**Student.** The free energy per site is said to exist as the lattice grows because "surfaces don't matter". That sounds like the conclusion offered as its own proof.

**Lecturer.** Then let us prove it. Premises first. Spins $\sigma_i=\pm1$ sit on a finite set $\Lambda\subset\mathbb Z^d$, with

$$H_\Lambda=-\sum_{\langle ij\rangle\subset\Lambda}J_{ij}\sigma_i\sigma_j-h\sum_{i\in\Lambda}\sigma_i ,\qquad |J_{ij}|\le J .$$

Each nearest-neighbour bond is counted once, $h$ is an energy, and $\beta=1/k_BT$ is finite and positive. Only bonds inside $\Lambda$ appear, which is the free boundary condition. Put $Z(\Lambda)=\sum_\sigma e^{-\beta H_\Lambda}$. For a cube of side $L$ sites define $\phi_L=L^{-d}\ln Z_L$ and $f_L=-k_BT\phi_L$.

## Cutting bonds

**Lecturer.** Take disjoint sets $A$ and $B$, and let $N_c$ bonds join them. Then $H_{A\cup B}=H_A+H_B-V$ with $V=\sum_{\rm cut}J_{ij}\sigma_i\sigma_j$. The field term splits exactly, since it acts on one site at a time. Each $\sigma_i\sigma_j$ is $\pm1$, so $|V|\le JN_c$ in every configuration, and

$$e^{-\beta JN_c}\,e^{-\beta H_A}e^{-\beta H_B}\le e^{-\beta H_{A\cup B}}\le e^{\beta JN_c}\,e^{-\beta H_A}e^{-\beta H_B}.$$

Sum over all configurations. The sum of $e^{-\beta H_A}e^{-\beta H_B}$ factorises into $Z(A)Z(B)$, and the logarithm is increasing, so

$$|\ln Z(A\cup B)-\ln Z(A)-\ln Z(B)|\le\beta JN_c .$$

**Student.** Near a critical point correlations span the whole sample. Surely a cut is then felt far from the cut.

**Lecturer.** Local averages do change far away. But the inequality holds configuration by configuration, before any averaging, so no correlation length enters. The same argument says more generally: adding to $H$ any term bounded by $W$ in absolute value shifts $\ln Z$ by at most $\beta W$. Call that the perturbation bound.

## The limit

**Lecturer.** Now add translation invariance: $J_{ij}$ depends only on the direction of the bond. Tile a cube of side $nL$ with $n^d$ cubes of side $L$. A cube of side $L$ has $L^{d-1}$ rows in each of $d$ directions, with $L-1$ bonds per row. The bonds that join different tiles number

$$N_c=d(nL)^{d-1}(nL-1)-n^d\,dL^{d-1}(L-1)=d\,(n-1)(nL)^{d-1}.$$

Remove them all. Every tile has the same $Z_L$, and this is where translation invariance is used. Dividing the perturbation bound by $(nL)^d$,

$$|\phi_{nL}-\phi_L|\le\beta Jd\,\frac{n-1}{nL}\le\frac{\beta dJ}{L}.$$

**Student.** That compares $L$ only with its multiples. Sides 7 and 10 could belong to sequences with different limits.

**Lecturer.** Go through the common multiple. The cube of side $LM$ is tiled by either size, so

$$|\phi_L-\phi_M|\le|\phi_L-\phi_{LM}|+|\phi_{LM}-\phi_M|\le\beta dJ\left(\frac1L+\frac1M\right).$$

The sequence is Cauchy, hence $\phi=\lim\phi_L$ exists. Let $M\to\infty$ at fixed $L$ and multiply by $k_BT$, with $f=-k_BT\phi$:

$$|f_L-f|\le\frac{dJ}{L}\qquad\text{(free boundary)} .$$

The right side contains neither $T$ nor $h$, so $f_L$ converges uniformly in both.

**Student.** Do we know the sign?

**Lecturer.** At $h=0$, yes. Write $Z_{nL}=Z_L^{\,n^d}\langle e^{\beta V}\rangle_0$, the average taken over uncoupled tiles. Jensen's inequality gives $\langle e^{\beta V}\rangle_0\ge e^{\beta\langle V\rangle_0}$. A cut bond joins independent tiles, so $\langle\sigma_i\sigma_j\rangle_0=\langle\sigma_i\rangle_0\langle\sigma_j\rangle_0$, which vanishes by spin-flip symmetry. Therefore $\phi_{nL}\ge\phi_L$, and $0\le f_L-f\le dJ/L$.

**Student.** And is $dJ/L$ just a lazy constant?

**Lecturer.** As a bound for all temperatures it cannot be lowered. For any finite system $e_0-k_BT\ln2\le f_L\le e_0$, with $e_0$ the ground energy per site, because $Z$ lies between its largest term and $2^{L^d}$ times that term. Take the isotropic ferromagnet at $h=0$ as $T\to0$: $f_L\to-dJ(L-1)/L$ and $f\to-dJ$. The difference tends to $dJ/L$.

## Boundary conditions

**Student.** So $dJ/L$ holds whatever I do at the boundary.

**Lecturer.** No. The limit is independent of the boundary condition; the constant is not. A periodic cube, $L\ge3$, has $dL^{d-1}$ extra bonds, one closing each row. The perturbation bound gives $|f_L^{\rm per}-f_L|\le dJ/L$. A cube with frozen outer spins of arbitrary signs has $2dL^{d-1}$ extra bonds, one at each end of each row, so $|f_L^{\rm fix}-f_L|\le2dJ/L$. The triangle inequality then yields

$$|f_L^{\rm per}-f|\le\frac{2dJ}{L},\qquad|f_L^{\rm fix}-f|\le\frac{3dJ}{L}.$$

Both vanish as $L\to\infty$, so all three families converge to the same $f$.

**Student.** The triangle inequality usually wastes something. I suspect the 2 and the 3 are artefacts.

**Lecturer.** Both are reached as $T\to0$. Take the antiferromagnet, $J_{ij}=-J$, $h=0$, periodic, with $L$ odd. Each of the $dL^{d-1}$ closed rows has odd length and must contain an unsatisfied bond costing $2J$. The state $\sigma=\prod_a s(x_a)$, with $s$ alternating except at one link, has exactly one per row. The excess over $-dJ$ is $2dJ/L$ per site. Next take the ferromagnet with $h>2dJ$ and all outer spins down. Reversing a set $S$ of spins costs $2h|S|$ and gains at most $4dJ|S|$, so all-up is the ground state. Its energy per site is $-h-dJ(L-1)/L+2dJ/L$, against $-h-dJ$ in the limit. The excess is $3dJ/L$.

## Concavity

**Lecturer.** Treat $\beta$ and $\eta=\beta h$ as independent variables. The exponent is $\beta U+\eta\mathcal M$, with $U$ the sum of $J_{ij}\sigma_i\sigma_j$ over all bonds present and $\mathcal M=\sum_i\sigma_i$. It is linear in $x=(\beta,\eta)$; write it $x\cdot Y(\sigma)$. For $0<\lambda<1$, Hölder's inequality with exponents $1/\lambda$ and $1/(1-\lambda)$ gives

$$\sum_\sigma\left(e^{x_1\cdot Y}\right)^{\lambda}\left(e^{x_2\cdot Y}\right)^{1-\lambda}\le Z(x_1)^{\lambda}Z(x_2)^{1-\lambda}.$$

The left side is $Z(\lambda x_1+(1-\lambda)x_2)$. Take logarithms and divide by $L^d$: $\phi_L(\lambda x_1+(1-\lambda)x_2)\le\lambda\phi_L(x_1)+(1-\lambda)\phi_L(x_2)$. This involves three values only, each of which converges, and a non-strict inequality survives a limit. So $\phi$ is convex, and $f/k_BT=-\phi$ is jointly concave in $(1/k_BT,\,h/k_BT)$.

**Student.** Why insist on $h/k_BT$? Why not $\beta$ and $h$?

**Lecturer.** Separately that works: fixed $\beta$ and fixed $h$ are both straight lines in the $(\beta,\eta)$ plane. Jointly it fails. One free spin has $\phi=\ln2\cosh p$ with $p=\beta h$, and its Hessian in $(\beta,h)$ has determinant $-\tanh p\,(\tanh p+2p/\cosh^2p)$, negative for $p\ne0$.

**Student.** Then a worry. If $f$ ignores the boundary, how can up and down boundaries give opposite magnetisations below $T_c$?

**Lecturer.** Because values converge but slopes need not. Let $m_L=\partial\phi_L/\partial\eta$ for any of the boundary conditions and $\epsilon_L=3\beta dJ/L$. A convex function lies above its tangent, so for $\delta>0$

$$\frac{\phi(\eta)-\phi(\eta-\delta)-2\epsilon_L}{\delta}\le m_L(\eta)\le\frac{\phi(\eta+\delta)-\phi(\eta)+2\epsilon_L}{\delta}.$$

Send $L\to\infty$, then $\delta\to0$. Every limit point of $m_L$ lies between the left and right derivatives of $\phi$, which exist by convexity. Where $\phi$ is differentiable, $m_L$ converges to its slope for every boundary. Where $\phi$ has a kink, the boundary may choose within the interval. The theorem allows such a kink and does not prove that one exists.

## Range of validity

**Student.** List what I may not drop.

**Lecturer.** The cutting inequality needs only bounded bond energies. The limit needs identical tiles; couplings or fields of period $q$ are covered by taking $L$ a multiple of $q$. Any one-site term is harmless, as it is never cut. The bound is informative only when the boundary is a vanishing fraction of the volume; a strip of fixed width has its own limit. For longer-ranged couplings $J(r)$, a pair at separation $r$ is cut for a fraction of order $|r|/L$ of its positions, so the $1/L$ rate needs $\sum_r|r||J(r)|<\infty$. Nothing is claimed about analyticity of $f$, about the rate for derivatives, or about correlation functions.

**Student.** Real spins are quantum.

**Lecturer.** The perturbation bound survives. For Hermitian matrices $X,Y$, cyclicity of the trace gives $\frac{d}{d\lambda}\ln{\rm Tr}\,e^{X+\lambda Y}=\langle Y\rangle_\lambda$, an average in a density matrix, so its modulus is at most $\|Y\|$. Integrate $\lambda$ from 0 to 1. Everything above on convergence goes through with $J$ replaced by the operator norm of one bond.

## A layer of K$_2$CoF$_4$

**Student.** Show me numbers.

**Lecturer.** The Co$^{2+}$ ions form square layers and behave as effective spins one half, antiferromagnetically coupled with strong Ising anisotropy along the layer normal. Model one layer by $d=2$, $J_{ij}=-J$, $h=0$, free boundary. Reversing the spins on one sublattice turns every bond ferromagnetic and leaves $Z$ unchanged. With $K=\beta J$, I borrow Onsager's solution of 1944:

$$\phi=\ln(2\cosh2K)+\frac1\pi\int_0^{\pi/2}\ln\frac{1+\sqrt{1-\kappa^2\sin^2\theta}}{2}\,d\theta,\qquad\kappa=\frac{2\sinh2K}{\cosh^22K}.$$

Its critical point is $\sinh2K_c=1$, so $K_c=\tfrac12\ln(1+\sqrt2)=0.4407$, $\cosh 2K_c=\sqrt2$ and $\kappa=1$. The integrand becomes $2\ln\cos(\theta/2)$, and $\int_0^{\pi/4}\ln\cos u\,du=G/2-(\pi/4)\ln2$ with Catalan's constant $G=0.9160$. Hence $\phi=\tfrac12\ln2+2G/\pi=0.9297$.

As input take an approximate Néel temperature of 107 K and choose $J$ so that the model orders there: $J/k_B=K_c\times107$ K $=47.2$ K, or $J=4.06$ meV. The ordering temperature is thus fitted, not predicted. At $T=107$ K the model's $f/k_B$ is $-99.5$ K per site.

**Student.** And the patches?

**Lecturer.** Exactly, for small $L$. Use $e^{K\sigma\sigma'}=\cosh K\,(1+t\sigma\sigma')$ with $t=\tanh K$ and expand the product over the $2L(L-1)$ bonds. The spin sum kills a term unless every site meets an even number of chosen bonds. Such bond sets are the outlines of subsets of the $(L-1)^2$ plaquettes, so

$$\phi_L=\ln2+\frac{2(L-1)}{L}\ln\cosh K+\frac{\ln P_L}{L^2},$$

where $P_L$ sums $t^{\rm perimeter}$ over the subsets. One plaquette gives $P_2=1+t^4$. For four plaquettes there are four singles of perimeter 4, four adjacent pairs of perimeter 6, and seven sets of perimeter 8, namely two diagonal pairs, four triples and the whole: $P_3=1+4t^4+4t^6+7t^8$. Sorting the 512 subsets of nine plaquettes row by row gives

$$P_4=1+9t^4+12t^6+50t^8+92t^{10}+158t^{12}+116t^{14}+69t^{16}+4t^{18}+t^{20}.$$

At $K_c$, $t=\sqrt2-1=0.4142$ and $\ln\cosh K_c=0.0941$. Energies are per site, divided by $k_B$, in kelvin:

| $L$ | $P_L$ | $\phi_L$ | $f_L$ | $f_L-f$ | bound $2J/L$ | ratio |
|---|---|---|---|---|---|---|
| 2 | 1.0294 | 0.7945 | $-85.0$ | 14.5 | 47.2 | 0.31 |
| 3 | 1.1440 | 0.8336 | $-89.2$ | 10.3 | 31.4 | 0.33 |
| 4 | 1.3871 | 0.8548 | $-91.5$ | 8.0 | 23.6 | 0.34 |

**Student.** Positive, as Jensen said, and only about a third of the bound.

**Lecturer.** The bound charges each missing bond its full $K$, so $L(\phi-\phi_L)\le2K_c=0.881$. The explicit bond term contributes $2\ln\cosh K_c=0.188$, and the closed loops lost at the edge raise that to $0.30$ at $L=4$. The merit of the bound is that it holds where enumeration stops. With an approximate Co–Co spacing of 0.41 nm, $L=100$ is a patch about 41 nm across. There $0\le f_L-f\le0.94$ K, or $0.081$ meV, which is $0.95$ per cent of $|f|$, at the critical point itself. Periodic and frozen boundaries are guaranteed to within $1.9$ K and $2.8$ K.

**Student.** Is that a statement about the crystal?

**Lecturer.** About the model, and here is what it omits. First, a transverse exchange: the bond is $J[\sigma^z\sigma^z+\varepsilon(\sigma^x\sigma^x+\sigma^y\sigma^y)]$ in Pauli matrices, with $\varepsilon$ approximately 0.2. Its eigenvalues are $J$ twice and $-J\pm2\varepsilon J$, so the norm is $J(1+2\varepsilon)=1.4J$. At the same $J$ the free-boundary bound for $L=100$ becomes $1.3$ K, a shift comparable to the bound itself. The actual cost of a cut bond moves less: for an isolated pair its leading high-temperature value $K^2/2$ is multiplied by $1+2\varepsilon^2=1.08$.

Second, dipolar coupling. A moment $\mu$ of approximately $3\mu_B$ at spacing $a=0.41$ nm gives $D=\mu_0\mu^2/4\pi a^3$, with $D/k_B=0.08$ K, and normal moments $r$ spacings apart couple with strength $D/r^3$. In two dimensions the first moment of $1/r^3$ diverges logarithmically. A pair with separation $x$ normal to a cut is severed at $x$ positions per row, so the continuum estimate per unit length of cut is $D\int\cos\theta\,d\theta\int_1^L dr/r=2D\ln L$ over the half plane. With cut length $2/L$ per site this adds about $4D\ln L/L$, or $0.015$ K at $L=100$. The rate is formally slower than $1/L$, but the term is small beside $0.94$ K. Coupling between layers and lattice vibrations lie outside the model, so the table and the $0.95$ per cent describe the Ising layer with $J$ fitted to 107 K.